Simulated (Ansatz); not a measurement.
All numbers below come from DFT PBE, scalar-relativistic, plane waves, PAW (Ansatz 0.2.0). Settings: cutoff 420 eV, Γ-centred meshes spaced at most about 0.3 Å⁻¹, and about 0.25 Å⁻¹ or finer for metals (2π included), Gaussian smearing. No spin polarisation in the final relaxations.

Temperature and zero-point effects are left out.

Two relaxed structures of GeP₅:

A. Space group P6/mmm (No. 191), hexagonal, a = 4.897 Å, c = 4.743 Å. Ge has 6 P at 2.83 Å and 12 P at 3.41 Å; P on a site of symmetry -6m2 is surrounded by 9 P at 2.76–2.83 Å and 3 Ge at 2.83 Å; around P on a site of symmetry mmm lie 4 P at 2.45 Å and 4 P at 2.76 Å.

B. Space group F-43m (No. 216), cubic, a = 7.413 Å. Ge has 16 P at 3.11–3.21 Å; P on a site of symmetry -43m is surrounded by 12 P at 3.05 Å and 4 Ge at 3.21 Å (long against covalent radii, as for large ions); around P on a site of symmetry 3m lie 3 P at 2.34 Å, 3 P at 2.91 Å, 3 P at 3.05 Å and 3 Ge at 3.11 Å.

Task: Which would you expect to be lower, and how large is the difference?

Result: A is lower, by 25 meV/atom. A has space group P6/mmm (No. 191), 16.4 Å³/atom and no gap on its mesh; B has space group F-43m (No. 216), 17.0 Å³/atom and no gap. Counting P atoms around Ge (those within 1.25 times the shortest such distance or 1.15 times the sum of covalent radii, 1.27 where that leaves under three; a plus sign parts nearer from farther groups; the shortest distance is added where it exceeds 1.18 times the sum of covalent radii), A has Ge 6+12 from 2.8 Å and B has Ge 16 from 3.1 Å. A holds P–P nets (shortest 2.45 Å); B holds P–P units of three or more atoms (shortest 2.34 Å). Even the lower one lies +0.71 eV/atom against the reference forms of the elements (uncorrected), so neither is stable at this level. Both come from invented guesses. A third cell relaxed alike, in P6/mmm, lies 274 meV/atom below the lower of the two.

Weakly bound directions are ill-defined at this level, which has no dispersion term (P6/mmm), and this can change margins and order among such cells. In P6/mmm, F-43m an odd number of electrons in the primitive cell allows no gap without spin; a larger cell or a magnetic state could open one. A magnetic state wasn't ruled out in cells without spin, among them P6/mmm, F-43m. Cells relaxed within their symmetry can be saddle points.

A is favoured over B, but only slightly, and the distances point to a compromise. B has the shorter P–P contacts, while A brings Ge and P closer together and packs more densely. This suggests that better Ge–P overlap in A slightly outweighs the stronger P–P bonding in B, though the energies aren't resolved into such terms.

The larger message is that both frameworks suit these elements poorly. Phosphorus normally forms three short, directed bonds and keeps a lone pair, while germanium favours four bonds, tetrahedrally arranged. Here even the shortest P–P contacts are stretched beyond a normal single bond, and the Ge–P contacts are far longer than covalent ones. Packing typical of intermetallics with one large and one small atom thus replaces strong two-centre bonds with many weak contacts, which probably explains much of the energy cost relative to the elements.

The third cell shares A's space group yet lies far lower, so the symmetry label alone doesn't set the energy. It too remains above the elements, and the ordering of A and B says little about the preferred structure of GeP₅.
